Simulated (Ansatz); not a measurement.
## CdSe: energy above lowest point against volume scale

Results calculated with Ansatz 0.2.0, not measured. Free energy against uniform scaling of the volume at fixed shape and fractions; periodic cell, basis, potentials, k mesh and filling as listed.

The cell before it is scaled or strained (space group F-43m, No. 216):
```
CdSe
1.0
      0.0000     3.0703     3.0703
      3.0703     0.0000     3.0703
      3.0703     3.0703     0.0000
Cd Se
1 1
Direct
  0.00000 0.00000 0.00000
  0.75000 0.75000 0.75000
```

Settings of every row: functional PBE; dispersion none; potentials PAW; wave cutoff 420 eV; density cutoff 1680 eV; k mesh 6x6x6; k shift 0x0x0; occupations fixed; smearing width 0 eV; spin none.

| row | volume scale | V (Å³/atom) | energy above lowest point (meV/atom) |
| --- | --- | --- | --- |
| 1 | 0.94 | 27.206 | 35.4 |
| 2 | 0.96 | 27.785 | ? |
| 3 | 0.98 | 28.364 | 9.5 |
| 4 | 1 | 28.943 | 2.9 |
| 5 | 1.02 | 29.522 | 0 |
| 6 | 1.04 | 30.101 | 0.4 |
| 7 | 1.06 | 30.68 | 3.7 |

Question: what energy above lowest point should row 2 give?

Worked fit of energy above lowest point. Take u = (V_r/V)^(2/3) − 1 with V_r = 29.233 Å³ an atom, which is twice the finite (Eulerian) strain; such expansions in the strain, on which the Birch-Murnaghan equation of state is built, carry the rest volume and the bulk modulus. The shown rows have u = 0.04907, 0.02032, 0.00667, -0.00654, -0.01932, -0.0317. Least squares give energy above lowest point = 1.02 + 218.8 × u + 9668 × u² + 3058 × u³ meV/atom; a parabola predicts inner rows, each left out in turn, worse (root mean square 0.061 against 0.031 meV/atom). All shown rows lie on it to the printed digit. Its lowest point lies at u = -0.0114, or V = 29.74 Å³ an atom, and the curvature there gives the bulk modulus at fixed shape and fractions, B = (4/9)(1 + u)² E″(u)/V = 44.8 GPa. The withheld row has u = 0.03445, so the fit gives 1.02 + 218.8 × (0.03445) + 9668 × (0.03445)² + 3058 × (0.03445)³ = 20.2 meV/atom.

The calculation gave 20.2 meV/atom. The fit meets it to the printed digit.
